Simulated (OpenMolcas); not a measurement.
**How methods differ on BSiH5 (boranylsilane)**

The species is BSiH5 (7 atoms), meant as a singlet with charge 0. SMILES: `B[SiH3]`. The shape is that of a PBE0-D4/def2-TZVP optimisation.

Quantity: the dipole moment, in D. The values are calculated.

| level | kind | program | value (D) | CPU time |
| --- | --- | --- | --- | --- |
| SVWN5/def2-TZVP | LDA | OpenMolcas | 0.25 | 18 s |
| PBE/def2-TZVP | GGA | OpenMolcas | 0.29 | 27 s |
| revPBE/def2-TZVP | GGA | OpenMolcas | 0.30 | 24 s |
| M06-L/def2-TZVP | meta-GGA | OpenMolcas | 0.24 | 30 s |
| TPSS/def2-TZVP | meta-GGA | OpenMolcas | 0.33 | 30 s |
| r2SCAN/def2-TZVP | meta-GGA | OpenMolcas | 0.34 | 29 s |
| M06-2X/def2-TZVP | hybrid meta-GGA | OpenMolcas | 0.38 | 27 s |
| PBE0/def2-TZVP | global hybrid | OpenMolcas | 0.37 | 22 s |

The values span 0.24 to 0.38 D. Magnitudes only: a small dipole may point the other way at some levels. CPU times are rough (shared hosts, several kinds of processor): they show what a rung costs within a factor of a few.

All the functionals describe boranylsilane as only weakly polar, which fits the small electronegativity difference between boron and silicon. The hydrogens on both centres are somewhat hydridic, so the local moments of the silyl and boryl ends largely oppose each other along the B–Si axis. Donation from Si–H bonds into the empty boron p orbital also shifts charge towards boron. The net dipole is therefore probably a small remainder of larger contributions, and modest changes in the density become large in relative terms.

The two hybrids give the largest values, and the step from PBE (0.29 D) to PBE0 (0.37 D) suggests that exact exchange alters this balance. The values do not rise steadily with functional complexity, however: M06-L, at 0.24 D, falls just below the LDA result, well apart from the other two meta-GGAs. Because the geometry is shared, the spread reflects differences in electron density rather than in structure. Without a correlated wavefunction or experimental reference, the clustering of the hybrids doesn't show that they are closer to the true moment.
